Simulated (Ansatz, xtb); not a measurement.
## CH7OSi+: which of two isomers lies lower

Structure a is `C[SiH2][OH2+]`, a singlet and structure b is `C[OH+][SiH3]`, a singlet. Both are isolated ions in the gas phase, relaxed with B3LYP-D3(BJ)/def2-SVP; the shapes shown needn't be the lowest conformers.

a (Å):

```yaml
atoms:
  - { symbol: C, position_ang: [-0.4097, 1.4483, 0.7805] }
  - { symbol: O, position_ang: [-2.3576, -0.7880, 0.4599] }
  - { symbol: Si, position_ang: [-0.5384, -0.3895, 0.7488] }
  - { symbol: H, position_ang: [0.6494, 1.7152, 0.9478] }
  - { symbol: H, position_ang: [-0.7191, 1.8988, -0.1756] }
  - { symbol: H, position_ang: [-0.9968, 1.8877, 1.6021] }
  - { symbol: H, position_ang: [-0.3789, -1.1029, 2.0312] }
  - { symbol: H, position_ang: [0.0050, -1.0880, -0.4326] }
  - { symbol: H, position_ang: [-2.7612, -0.9335, -0.4160] }
  - { symbol: H, position_ang: [-3.0168, -0.9195, 1.1668] }
```

b (Å):

```yaml
atoms:
  - { symbol: C, position_ang: [-0.1035, 1.2553, 0.6530] }
  - { symbol: O, position_ang: [-0.5417, -0.1581, 0.6244] }
  - { symbol: Si, position_ang: [-2.2746, -0.7405, 0.7404] }
  - { symbol: H, position_ang: [-0.8429, 1.7931, 1.2577] }
  - { symbol: H, position_ang: [0.8796, 1.2842, 1.1370] }
  - { symbol: H, position_ang: [-0.0719, 1.6359, -0.3755] }
  - { symbol: H, position_ang: [0.1417, -0.7631, 0.2814] }
  - { symbol: H, position_ang: [-2.9213, -0.1774, -0.4613] }
  - { symbol: H, position_ang: [-2.6999, -0.1424, 2.0194] }
  - { symbol: H, position_ang: [-2.0493, -2.1981, 0.7293] }
```

Task: Estimate which is lower in electronic energy at CCSD(T)/def2-TZVP, and by roughly how much.

Result: The CCSD(T)/def2-TZVP calculation puts structure a lower, by 0.838 eV.

How the difference moves with the method:

```json
{"level": "GFN2-xTB", "geometry": "GFN2-xTB", "E(b) − E(a) (eV)": "+0.010", "departure from the last row (eV)": "−0.828", "job, with rough time for the two": "optimisation, 0.69 s"}
{"level": "HF/STO-3G", "geometry": "GFN2-xTB", "E(b) − E(a) (eV)": "+0.207", "departure from the last row (eV)": "−0.631", "job, with rough time for the two": "single point, 1.1 s"}
{"level": "r2SCAN-D4/def2-SVP", "geometry": "GFN2-xTB", "E(b) − E(a) (eV)": "+0.876", "departure from the last row (eV)": "+0.037", "job, with rough time for the two": "single point, 8.8 s"}
{"level": "B3LYP-D3(BJ)/def2-SVP", "geometry": "B3LYP-D3(BJ)/def2-SVP", "E(b) − E(a) (eV)": "+0.780", "departure from the last row (eV)": "−0.059", "job, with rough time for the two": "optimisation, 2 min"}
{"level": "HF/def2-TZVP", "geometry": "B3LYP-D3(BJ)/def2-SVP", "E(b) − E(a) (eV)": "+0.691", "departure from the last row (eV)": "−0.147", "job, with rough time for the two": "part of the CCSD(T) run"}
{"level": "MP2/def2-TZVP", "geometry": "B3LYP-D3(BJ)/def2-SVP", "E(b) − E(a) (eV)": "+0.922", "departure from the last row (eV)": "+0.083", "job, with rough time for the two": "part of the CCSD(T) run"}
{"level": "CCSD(T)/def2-TZVP", "geometry": "B3LYP-D3(BJ)/def2-SVP", "E(b) − E(a) (eV)": "+0.838", "departure from the last row (eV)": "", "job, with rough time for the two": "single point, 74 s"}
```

As drawn, b has 1 C–O, 1 Si–H in place of 1 C–Si, 1 O–H.

GFN2-xTB finds them nearly level. The largest departure from CCSD(T)/def2-TZVP is that of GFN2-xTB, 0.828 eV.

With harmonic frequencies from B3LYP-D3(BJ)/def2-SVP (ideal gas, rigid rotor, one conformer each, 600 K, 1 atm): on the last row, ΔE + ΔZPE = +0.859 eV. A mode under 50 cm⁻¹ makes harmonic enthalpies and free energies unreliable, so none is given.

The correlated steps freeze 7 core orbitals. Mirror images aren't counted in ΔG. Programs: Ansatz 0.2.0, xtb 6.7.1; the last row on 1 thread of Intel(R) Xeon(R) Processor @ 2.50GHz (Skylake/Cascade Lake) on a shared host.

Isomer a, a water adduct of a methylsilylium ion, lies clearly below b, which is O-protonated methyl silyl ether, and zero-point energy slightly widens the gap. The main reason is probably the bond exchange: a keeps a strong, polar O–H bond together with C–Si, and the C–O and Si–H bonds of b don't make up for its loss. Methyl also stabilises the electron-poor silicon in a through hyperconjugation and polarisation. Methanol is a better donor than water towards a silylium centre, which should favour b, but evidently not by enough to reverse the order.

Most of the preference is already there in Hartree–Fock with the larger basis, at +0.691 eV, so it isn't chiefly a correlation effect. Correlation strengthens it, and MP2 somewhat overshoots. The much smaller gap in HF/STO-3G probably reflects a minimal basis too rigid to describe polarised bonds around cationic silicon. The energy order says nothing about how readily b would convert to a, since that requires breaking and remaking strong bonds.
